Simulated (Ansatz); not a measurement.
## Moving spin-orbit coupling in AuAl3

It takes space group I4/mmm (No. 139, tetragonal). The conventional cell has a = 4.051 Å, b = 4.051 Å, c = 8.113 Å, α = 90.00°, β = 90.00°, γ = 90.00°. Au (site symmetry 4/mmm) has 12 Al at 2.86 to 2.87 Å as nearest neighbours. Al (site symmetry 4/mmm) is surrounded by 4 Au at 2.86 Å and 8 Al at 2.87 Å. Around Al (site symmetry -4m2) lie 8 Al at 2.86 to 2.87 Å and 4 Au at 2.87 Å.

The cell comes from a database or a generator and needn't be the stable form of this composition.

Kept alike: task band structure; functional PBEsol; k mesh 9 × 9 × 9; occupations fermi-dirac, width 0.05 eV. Program: Ansatz, Ansatz PAW, cutoff 420 eV. The mesh is that of the run's cell of 4 atoms.

| spin-orbit coupling | pressure (GPa) |
| --- | --- |
| off | -2.62 |
| on | -3.17 |

Pressure is positive in compression, with a Pulay correction for the finite cutoff. For a metal such a mesh leaves the last digits unconverged. All rows use potentials made for PBE.

**Question.** What does spin-orbit coupling change here?

**Answer.** The pressure runs from -3.17 (on) to -2.62 GPa (off).

Both pressures are negative, so the fixed cell is stretched relative to its PBEsol equilibrium, and spin-orbit coupling strengthens the tendency to contract. The shift is modest beside the tension already present without it, which suggests that the choice of functional and the origin of the cell matter more for the volume than the coupling does. A cell relaxed with PBE, for instance, would probably be too large for PBEsol, which generally favours shorter metallic bonds.

The coupling itself must come almost wholly from Au, since Al is too light to contribute much. In a nearly filled 5d shell, the splitting largely cancels to first order. What remains is the mixing of 5d states with empty ones and the lowering of the more compact 6p1/2 component, and either could add slightly to Au–Al cohesion at shorter distances. The result supports a slightly smaller equilibrium volume with the coupling on, but a pressure alone doesn't show whether the contraction would favour the a or the c axis.
